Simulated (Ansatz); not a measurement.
ScAl: opening a crack plane

ScAl, Cmcm, a = 3.291 Å, b = 11.017 Å, c = 4.337 Å. The structure is a Materials Project entry; whether it is the stable form wasn't checked. Ansatz: PBEsol, PAW, 420 eV, Γ-centred 14×11×5 mesh on 8 atoms, Gaussian smearing 0.15 eV; no spin polarisation. One cut on (0-10) per cell of 8 atoms is opened rigidly by x, between planes of Sc and Sc that stand 1.92 Å apart; y is the energy per area (14.271 Å², 1 eV/Å² = 16.02 J/m²).

| x (Å) | y (J/m²) |
| --- | --- |
| 0.00 | 0.000 |
| 0.25 | 0.136 |
| 0.50 | 0.421 |
| 0.75 | 0.744 |
| 1.00 | ? |
| 1.50 | 1.586 |
| 2.00 | 1.963 |
| 3.00 | 2.380 |
| 4.50 | 2.594 |
| 6.00 | 2.630 |

Q: Fit the universal binding curve y = W[1 − (1 + x/l) e^(−x/l)] to the other rows, give the peak stress, and predict the missing value.

A: Least squares gives W = 2.62 J/m² and l = 0.732 Å. The stress dy/dx peaks at x = l with W/(e l) = 13.2 GPa, for rigid faces. At x = 1.00: x/l = 1.366, y = 1.039 J/m². The run gave 1.056 J/m², so the fit is 0.017 J/m² too low, within the rms miss on the fitted rows (0.019 J/m²).

Cost: 12 runs of about 6.3 core-minutes in all, on Intel Xeon 6975P-C (Granite Rapids) (shared hosts).

The energy climbs steeply at first and has almost levelled off by 4.50 Å, as expected when metallic cohesion is lost. Bonding across the cut relies on overlap between the electron density tails of the two faces, which decays roughly exponentially, while screening keeps any longer-ranged electrostatic attraction small. The cut runs between two planes of Sc, but with those planes only 1.92 Å apart, Sc–Al contacts may cross it too, and the energies alone don't separate the contributions. Because two faces are created, W corresponds to twice the mean energy of an unrelaxed surface.

The withheld point is predicted well, but it tests interpolation only. The misses are not random: the computed energies lie above the fit up to 1.00 Å, below it from 1.50 to 3.00 Å, and above it again further out. This suggests that a single decay length is slightly too simple, though it serves well for the overall energy scale. With no other plane cut, the curve doesn't show where the crystal would prefer to cleave.
